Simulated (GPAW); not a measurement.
**Equation of state of W3N4 under LDA**

```cif
data_structure
_symmetry_space_group_name_H-M 'Pm-3m'
_symmetry_Int_Tables_number 221
_cell_length_a 4.1220
_cell_length_b 4.1220
_cell_length_c 4.1220
_cell_angle_alpha 90.000
_cell_angle_beta 90.000
_cell_angle_gamma 90.000
_cell_volume 70.04
loop_
_atom_site_label
_atom_site_type_symbol
_atom_site_symmetry_multiplicity
_atom_site_Wyckoff_symbol
_atom_site_fract_x
_atom_site_fract_y
_atom_site_fract_z
_atom_site_occupancy
W1 W 3 c 0.50000 0.00000 0.50000 1
N1 N 3 d 0.00000 0.00000 0.50000 1
N2 N 1 b 0.50000 0.50000 0.50000 1
```

The cell was scaled at fixed shape and fractions and run with GPAW, the program's PAW data sets (release 1.2.1) made for this functional, cutoff 800 eV; LDA, k mesh 5 × 5 × 5 on the cell of 7 atoms, fermi-dirac occupations of 0.05 eV, no spin polarisation, no spin-orbit coupling. Energies are those that the program minimises, any entropy of the smearing included. For a metal such a mesh isn't converged to the digits shown.

```csv
V (Å³/atom),energy over the lowest row (meV/atom)
9.4049,82.73
9.6050,43.50
9.8051,?
10.0052,3.50
10.2053,0.00
10.4054,6.09
10.6055,20.76
```

Q: Fit the third-order Birch-Murnaghan form, give V0, B0 and B′, and predict the energy left open.

A: With y = (V0/V)^(2/3), E = E0 + (9 V0 B0/16) [(y - 1)³ B′ + (y - 1)² (6 - 4y)]. Least squares through the rows shown give V0 = 10.1743 Å³/atom, E0 = -0.10 meV, B0 = 394.7 GPa (1 eV/Å³ = 160.218 GPa) and B′ = 4.52, with a largest miss of 0.03 meV. At V = 9.8051 the form with these constants gives 17.56 meV; the run gave 17.44 meV an atom.

The fit describes a very stiff nitride, with a bulk modulus of 394.7 GPa even though the structure is rock salt with an ordered quarter of its metal sites empty. The likely reason is strong covalent overlap of W 5d with N 2p states, together with a high valence-electron density. The metal vacancies also lower the electron count relative to full rock-salt WN, which probably relieves some occupation of antibonding d-p states. Short-range repulsion grows quickly on compression, so the energy well is steeper on the small-volume side.

The minimum lies at a slightly larger volume than the listed cell, which is therefore under mild compression in this calculation. Every site is fixed by symmetry, so uniform scaling misses no internal relaxation within this space group. The omitted point is recovered closely, but its error exceeds the largest fit residual; with few points to spare, that residual understates the predictive uncertainty. Resistance to uniform compression alone establishes neither hardness nor stability against shear or distortion.
